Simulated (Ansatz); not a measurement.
# LiZn

**The experiment.** The Crystallography Open Database holds a cell as deposited of cubic LiZn (space group Fd-3m), temperature not stated (1979): a = 6.234 Å, 15.14 Å³/atom.

Computed with Ansatz (plane waves, PAW, 420 eV cutoff): PBEsol, scalar-relativistic, no spin polarisation, 8×8×8 k-mesh, Gaussian smearing of 0.05 eV; PAW files: Ansatz's generated set soft_2.

```cif
data_structure
_symmetry_space_group_name_H-M 'Fd-3m:1'
_symmetry_Int_Tables_number 227
_cell_length_a 6.0502
_cell_length_b 6.0502
_cell_length_c 6.0502
_cell_angle_alpha 90.000
_cell_angle_beta 90.000
_cell_angle_gamma 90.000
_cell_volume 221.47
loop_
_atom_site_label
_atom_site_type_symbol
_atom_site_symmetry_multiplicity
_atom_site_Wyckoff_symbol
_atom_site_fract_x
_atom_site_fract_y
_atom_site_fract_z
_atom_site_occupancy
Li1 Li 8 a 0.50000 0.00000 0.50000 1
Zn1 Zn 8 b 0.00000 0.00000 0.50000 1
```

The chain of runs began from a cell as deposited in COD, expanded in volume.

The cell above was scaled in volume, its shape and atoms being fixed by the lattice's symmetry. Energies are counted from the cell above.

The cell is relaxed to zero pressure at this level.

```csv
V (Å³/atom),ΔE (meV/atom),P from the stress (GPa)
13.288,3.63,2.19
13.565,0.87,1.03
13.842,0.00,0.00
14.119,0.82,-0.93
14.395,3.17,-1.77
```

**Question.** Do the energies and the pressures agree? Compare −ΔE/ΔV between neighbouring points (1 meV/Å³ = 0.1602 GPa) with the mean of their pressures.

**Answer.** 
```csv
interval (Å³/atom),−ΔE/ΔV (GPa),mean P (GPa)
13.29 to 13.56,1.6,1.6
13.56 to 13.84,0.5,0.5
13.84 to 14.12,-0.5,-0.5
14.12 to 14.40,-1.4,-1.3
```
They differ by 0.01 GPa at most.

**Question.** What do the two routes give for V0, B0 and B0′?

**Answer.** A third-order Birch–Murnaghan fit of the energies: V0 = 13.84 Å³/atom, B0 = 49 GPa, B0′ = 4.3. A polynomial of P in ln V, with B = −dP/d ln V at P = 0: V0 = 13.84 Å³/atom, B0 = 49 GPa, B0′ = 4.4.

B0·V0 = 49.1 GPa × 13.84 Å³ = 4.24 eV/atom sets the scale: near the minimum ΔE ≈ ½ B0 V0 x², with x = V/V0 − 1, and a pressure of 0.5 GPa squeezes the volume by about 1 %. At the ends of the curve: x = −4.0 % predicts 3.4 meV/atom and the run gives 3.6; x = +4.0 % predicts 3.4 meV/atom and the run gives 3.2. The curve is steeper than the parabola on the compressed side and flatter on the expanded side: the bulk modulus rises with pressure.

**Against experiment.** PBEsol gives 6.050 Å and 13.84 Å³/atom, −8.6 % in volume (−2.9 % in length) from the database's cell. That is a large miss for PBEsol, or the entry is off.

The energy and stress routes give the same equilibrium volume and a bulk modulus of 49 GPa, so the short cell is not a fitting artefact. In this NaTl-type structure, zinc forms a diamond-like network with lithium in its voids. Even with full electron transfer from lithium, zinc would have one valence electron too few for a complete set of two-electron bonds, so the cohesion is best seen as partly covalent and partly metallic. Stiffening under compression is the usual result of rising electronic kinetic energy and Pauli repulsion between the ion cores.

The deposited lattice parameter is in line with what is known of this phase, so the −8.6 % volume error probably lies mostly in the calculation. Thermal expansion should account for only a small part of it. Overbinding by the functional and an error in the zinc or lithium PAW data are both possible, and agreement between energies and stresses cannot separate them, since both inherit the same error. The bulk modulus is probably too high as well, because it belongs to an overly compact lattice.
